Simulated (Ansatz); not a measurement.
## PtSe₂: parities and Z2 indices — Ansatz, plane waves and PAW

Space group P-3m1 (No. 164), 3 atoms in the cell of the first input below: a = 3.729 Å, b = 3.729 Å, c = 5.049 Å, α = 90.00°, β = 90.00°, γ = 120.00°.

The structure is a measured one, not always of the ambient phase, with its volume kept and shape and atoms relaxed (pressure 3.0 GPa with this functional, without spin–orbit coupling). Functional: r2SCAN.

Input:

```yaml
crystal:
  lattice:
    - [3.7289014213, 0.0, 0.0]
    - [-1.8644507106, 3.229323359, 0.0]
    - [0.0, 0.0, 5.0487017138]
  atoms:
    - { symbol: Pt, position: [0.0, 0.0, 0.0] }
    - { symbol: Se, position: [0.3333333333, 0.6666666667, 0.2554299073] }
    - { symbol: Se, position: [0.6666666667, 0.3333333333, 0.7445700927] }
basis:
  ecutwfc: 500
  ecutrho_ratio: 4
kpoints:
  mp_grid: { grid: [6, 6, 4] }
hamiltonian:
  xc: r2scan
scf:
  occupations: { method: gaussian, width: 0.05 }
output:
  forces: true
  stress: true
  eigenvalues: true
  populations: true
  topological_invariants: true
magnetization:
  noncollinear: true
  spin_orbit: true
```

```bash
ansatz run input.yaml --threads 4 --pin off --max-ram 9216MiB --backend cpu --events-out ev --progress --plain --runs-dir out
```

Time: 3.7 min on 4 threads of Intel(R) Xeon(R) Platinum 8259CL CPU @ 2.50GHz (Skylake/Cascade Lake) (shared host), peak memory 1.6 GiB.

Without spin–orbit coupling the gap on a 10×10×8 mesh is 0.00 eV (the bands touch or overlap there). With it, in a separate run (self-consistent on 8×8×6, bands on 14×14×8), the bands overlap in energy by 0.44 eV (an overlap on a mesh is a lower bound, as the extrema may lie between its points). The indices are those of the lowest 50 bands, and their direct separation from the next band is open.

Odd-parity bands among them at the eight time-reversal-invariant momenta (inversion centre at 0.000 0.000 0.000):

```
          k  odd bands
0.0 0.0 0.0         24
0.0 0.0 0.5         24
0.0 0.5 0.0         24
0.0 0.5 0.5         24
0.5 0.0 0.0         24
0.5 0.0 0.5         24
0.5 0.5 0.0         24
0.5 0.5 0.5         24
```

Q: What are the Z2 indices by the rule of Fu and Kane?

A: Each Kramers pair counts once, so δ = (−1)^(odd bands / 2): +, +, +, +, +, +, +, +. The product of all eight gives ν0, the products over the planes k_i = 1/2 the weak indices: (0;000). The Wilson-loop planes give (0;000).

Q: The cell is scaled in volume by 0.96 and 1.05 with the atoms carried along. Do the indices change?

A: No.

```
volume ratio  pressure with spin–orbit coupling (GPa)  smallest direct separation sampled (eV)            at k  separation       Z2
        0.96                                      9.3                                    0.385  0.01 0.25 0.26        open  (0;000)
        1.00                                      3.1                                    0.358  0.01 0.25 0.26        open  (0;000)
        1.05                                     -2.9                                    0.331  0.01 0.25 0.26        open  (0;000)
```

Caveats: Z2 indices don't see topology that rests on crystal symmetry, and an even number of inversions cancels; an overlap this small can be the functional's gap error, so the crystal may be a narrow-gap semiconductor; atoms feel forces of up to 0.49 eV/Å at volume ratio 0.96; atoms feel forces of up to 0.53 eV/Å at volume ratio 1.05; bands overlap in energy, so the bands counted are not the filled states; the cell shown stands at 3.1 GPa, so it isn't this functional's equilibrium; the k-mesh was not tested.

The lowest 50 bands carry the trivial indices (0;000), with the same number of odd states at every invariant momentum, so neither a strong nor a weak phase appears. The energy overlap coexists with an open direct separation: valence and conduction extrema overlap at different momenta without the two sets of bands touching.

In the ionic picture, octahedral Pt(IV) has a filled t2g shell, and the empty eg-derived states are strongly antibonding with Se p. Compression shortens the Pt–Se contacts and probably strengthens this splitting, which would explain why the smallest sampled separation grows from 0.331 to 0.385 eV as the volume falls. With no closing found, the unchanged indices are what one expects.

The trivial result doesn't conflict with the tilted Dirac cones known in bulk PtSe₂. These arise from crossings within the Se p valence manifold, below the separation examined here, and indices of the whole set are blind to crossings and inversions among its own members.
